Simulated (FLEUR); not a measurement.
# FePt (CuAu type) under uniform expansion and compression: moments, magnetic energy and the balance of two spin orders in all-electron LDA

The spin moments and magnetic energies of FePt are calculated at fixed cell shape, with the volume given relative to the measured cell. The problem is to find how the moment, the energy gained by spin polarisation and the balance between parallel and antiparallel iron moments respond to volume, and to estimate the largest local moment at relative volume 0.97. The magnetic energy is counted from the run without spin polarisation, so a negative value favours magnetism. The order energy is antiparallel less parallel, so a negative value favours the antiparallel order. FePt is a material for dense magnetic recording, where a film may be strained by its substrate. The calculation treats uniform scaling only, which is simpler than the strain in such a film.

## Computational details

FePt (CuAu type): the measured cell (COD); 2 atoms in the primitive cell, fractional positions held. First order: parallel (+); second order: antiparallel (+-, cell doubled at q=(0,1/2,0)), q in fractions of the reciprocal vectors of the primitive cell. FLEUR MaX-R8.1, all-electron FLAPW in bulk geometry, scalar-relativistic valence, LDA (VWN), basis cutoff 3.6 1/bohr, density cutoff 10.8 1/bohr, Fermi-Dirac smearing of 0.05 eV, muffin-tin radii Fe 2.36, Pt 2.36 bohr. Local moments are those inside the muffin-tin spheres. Collinear spins without spin-orbit coupling, 10x10x10 k-points for the first order in every row. The same in all rows: Kohn-Sham band gap of the first order on its k-point mesh; set to zero under 0.1 eV or twice the smearing width (level spacings that a finite mesh gives in a metal), blank from there to 0.3 eV, where the mesh cannot tell: 0.00 eV.

Notes on method and selection:

- Each run ends in the state reached from its typed start, which may not be the lowest.
- The spheres keep their radius, so sphere moments at unlike sizes cover unlike shares of space.
- The two orders are a test pair; neither need be the ground order.
- Runs that did not converge, have known faults or may not be shown are not listed, and runs on Ansatz's PAW sets soft_1 and soft_2 are kept to separate tables.

Columns:

- relative volume: volume of the cell over its starting value, all lengths scaled alike.
- largest local moment (μB): largest spin moment inside a sphere, first order.
- net moment (μB/cell): net spin moment of the whole primitive cell, first order.
- magnetic energy (meV/cell): free energy of the first order less the run without spin polarisation, per primitive cell.
- second less first (meV): free energy of the second order less the first, per magnetic atom, where the second keeps its moments.
- energy of strained cell (meV/cell): free energy of the strained cell in the first order above its lowest row, per primitive cell; its curvature gives the bulk modulus (equation of state).

## Table of results

| member | relative volume | largest local moment (μB) | net moment (μB/cell) | magnetic energy (meV/cell) | second less first (meV) | energy of strained cell (meV/cell) |
| --- | --- | --- | --- | --- | --- | --- |
| relative volume 0.88 | 0.88 | 2.556 | 2.887 | −198.3 | −68.3 | 129.2 |
| relative volume 0.91 | 0.91 | 2.705 | 3.064 | −289.8 | −47.3 | 38.8 |
| relative volume 0.94 | 0.94 | 2.796 | 3.168 | −381.8 | −26.9 | 0.0 |
| relative volume 0.97 | 0.97 | ? | ? | ? | ? | ? |
| relative volume 1 | 1.00 | 2.908 | 3.278 | −555.1 | 3.3 | 47.5 |
| relative volume 1.03 | 1.03 | 2.951 | 3.317 | −635.3 | 13.7 | 121.8 |
| relative volume 1.06 | 1.06 | 2.993 | 3.355 | −711.1 | 21.6 | 223.1 |
| relative volume 1.09 | 1.09 | 3.037 | 3.397 | −783.2 | 28.1 | 344.5 |
| relative volume 1.12 | 1.12 | 3.076 | 3.432 | −851.4 | 33.4 | 483.5 |

Cells marked ? are withheld until the estimate has been made.

## Why the values move as they do

Solution. The largest local moment, that of iron, rises with volume in every shown row, but ever less steeply at first. From 0.88 to 0.91 the slope is (2.705 − 2.556) / 0.03 = 5.0 μB per unit of relative volume; from 1.09 to 1.12 it is (3.076 − 3.037) / 0.03 = 1.3. The fixed sphere does not create this rise, because the net moment of the whole cell grows too, by 3.432 − 2.887 = 0.545 μB.

The usual mechanism is band narrowing. Longer bonds weaken the overlap of the d orbitals, so moving electrons from minority to majority states costs less band energy. Once the majority d states are nearly full, little more can be transferred and the moment flattens.

The magnetic energy responds more strongly than the moment. Its size grows by a factor of 851.4 / 198.3 = 4.3 between the end rows, while the square of the net moment grows by only (3.432 / 2.887)² = 1.4. The gain for a given moment therefore increases as well, as expected when the band-energy cost falls.

The order energy changes sign between 0.94 (−26.9 meV per magnetic atom) and 1.00 (+3.3 meV). Platinum has an induced moment only in the parallel order, which helps that order. Yet the net moment less the iron sphere moment, which holds the platinum and interstitial parts, stays between 0.33 and 0.37 μB, so its size gives no obvious reason for a swing of 33.4 + 68.3 = 101.7 meV per magnetic atom between the end rows. A possible cause is the exchange between neighbouring iron atoms, which may turn antiparallel at short distance.

The choice of volume thus matters for the verdict. The lowest energy row of the parallel order is 0.94, in line with the known tendency of LDA to bind too tightly, and there the antiparallel order is lower. At the measured volume the parallel order is lower, as in the real ordered alloy, but by a small margin.

## Prediction

Plain estimates from the members shown:

- relative volume 0.97, straight-line interpolation between relative volume 0.94 and relative volume 1: w = (0.97 − 0.94) / (1.00 − 0.94) = 0.500, so 2.796 + 0.500 × (2.908 − 2.796) = 2.852 μB

The straight line between 0.94 and 1.00 gives 2.852 μB. It should be somewhat low, because the moment curve bends downwards here: the slope is 0.091 / 0.03 = 3.0 μB per unit of relative volume just below the gap and (2.951 − 2.908) / 0.03 = 1.4 just above it. A cubic through the two nearest rows on each side takes this bend into account. For equally spaced volumes it gives

(4 × (2.796 + 2.908) − (2.705 + 2.951)) / 6 = 2.860 μB,

which is 0.008 μB above the straight line.

The same formula can be tried at 1.06, with the rows 1.00, 1.03, 1.09 and 1.12. It gives (4 × (2.951 + 3.037) − (2.908 + 3.076)) / 6 = 2.995 μB against the calculated 2.993, a miss of 0.002. A harder trial is 0.94, where the curve bends more. The cubic through 0.88, 0.91, 1.00 and 1.03 gives

−0.3 × 2.556 + 2.705 + 0.5 × 2.908 − 0.2 × 2.951 = 2.802 μB

against 2.796, a miss of 0.006. The error of a cubic scales with the product of the distances to its four rows. In steps of 0.03 this product is 2 × 1 × 2 × 3 = 12 in that trial and 2 × 1 × 1 × 2 = 4 at 0.97, so the expected miss is 0.006 × 4 / 12 = 0.002 μB. Both trials thus lead to the same error bar.

**Committed estimate, relative volume 0.97: largest local moment = 2.860 ± 0.002 μB.**

## The withheld result

| member | relative volume | largest local moment (μB) | net moment (μB/cell) | magnetic energy (meV/cell) | second less first (meV) | energy of strained cell (meV/cell) |
| --- | --- | --- | --- | --- | --- | --- |
| relative volume 0.97 | 0.97 | 2.857 | 3.230 | −470.8 | −9.8 | 4.4 |

| member | estimate | largest local moment (μB) | computed | estimate − computed | miss in error bars |
| --- | --- | --- | --- | --- | --- |
| relative volume 0.97 | committed | 2.860 | 2.857 | +0.003 | 1.5 |
| relative volume 0.97 | interpolation | 2.852 | 2.857 | −0.005 |  |

The estimate of 2.860 μB is 0.003 μB above the computed 2.857 μB and falls outside its error bar, by a factor of 1.5. It is still closer than the straight line, which is 0.005 μB too low.

The argument from the bend was right in sign but too strong in size: the cubic raised the straight-line value by 0.008 μB, where 0.005 was needed. Both earlier trials had also come out high, by 0.006 and 0.002 μB. The error bar relied on a constant fourth derivative of the moment along the series, but the bend does not weaken that evenly. Rounding of the rows to 0.001 μB also matters for so small a miss. The growth per step of 0.03 in volume falls from 2.705 − 2.556 = 0.149 μB at the compressed end to 2.857 − 2.796 = 0.061 μB just below 0.97 and 2.908 − 2.857 = 0.051 μB just above it.

The new row fits a gradual loss of moment as the d bands broaden under compression, with no sign of a jump to another magnetic state. It doesn't test that mechanism against others that would give an equally smooth curve.

## Residuals

No row stands out from a smooth curve. The row at 0.88 lies about 0.08 μB below a straight line fitted to all nine, but it continues a bend already visible in its neighbours. The net moment falls there as well, by 3.064 − 2.887 = 0.177 μB/cell from the row at 0.91, so the drop is not an effect of the fixed sphere.

## Rules of thumb and their limits

From 0.88 to 1.12 the iron moment rises with volume in every row, and a cubic through the two nearest rows on each side gave the moments at 0.97 and 1.06 to within 0.003 μB. With more distant rows, at 0.94, where the curve bends more, the miss was 0.006 μB.

The order energy now changes sign between 0.97 and 1.00. A straight line puts the crossing at 0.97 + 0.03 × 9.8 / (9.8 + 3.3) = 0.992, which means lengths only about 0.3% shorter than measured. An error of 3 meV in the order energy would move this volume by 3 × 0.03 / (9.8 + 3.3) = 0.007, so in this LDA series the measured cell lies close to the change of order.

Of the omitted physics, temperature can outweigh the whole spread of 0.545 μB/cell in the net moment. Thermal disorder of the spins lowers the magnetisation and removes it at the Curie temperature, a loss of about 3 μB/cell.
